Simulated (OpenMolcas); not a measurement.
Predicting a hybrid from its neighbours: B2NH5

The species is B2NH5 (8 atoms), meant as a singlet with charge 0. SMILES: `BNB`. The coordinates come from a PBE0-D4/def2-TZVP relaxation.

The dipole moment y, in D, basis aug-cc-pVDZ; a is the functional's share of exact exchange. Programs: OpenMolcas 26.06.

| functional | program | a | y (D) |
| --- | --- | --- | --- |
| BLYP | OpenMolcas | 0 | 1.26 |
| revPBE | OpenMolcas | 0 | 1.27 |
| B3LYP | OpenMolcas | 0.2 | ? |
| PBE0 | OpenMolcas | 0.25 | 1.23 |
| BHLYP | OpenMolcas | 0.5 | 1.18 |

Task: Fit y = c + s·a to the known rows and predict B3LYP.

Result: 
1. Means of the 4 rows: a = 0.1875, y = 1.235.
2. Σ(Δa)² = 0.17188, Σ(Δa·Δy) = -0.02875, so the slope is -0.02875/0.17188 = -0.16727.
3. Intercept: 1.235 − (-0.16727) × 0.1875 = 1.266. The largest residual of the fit is 0.006.
4. B3LYP: 1.266 + (-0.16727) × 0.2 = 1.23 D.

The run gave 1.23 D, so the prediction is off by 0.00 D: they agree to the digits shown.

The dipole moment of this diborylamine falls slightly as exact exchange increases, and the BLYP, B3LYP and BHLYP values show the same order within one related family. The moment reflects a balance: the σ bonds draw charge from boron towards the more electronegative nitrogen, while the nitrogen lone pair donates back into the formally empty boron p orbitals. With the N–H hydrogen positive and the B–H hydrogens hydridic, this π donation probably reinforces the net moment, so the decline would fit exact exchange keeping the lone pair more localised on nitrogen.

The successful prediction supports smooth interpolation for this molecule, but it is a lenient test. The response is weak, and simply adopting the PBE0 value would have given the same 1.23 D. BLYP and revPBE differ slightly without any exact exchange, so the slope cannot be assigned wholly to that ingredient. Nor does agreement between a fitted and a computed B3LYP value show which functional lies closest to the true dipole moment.
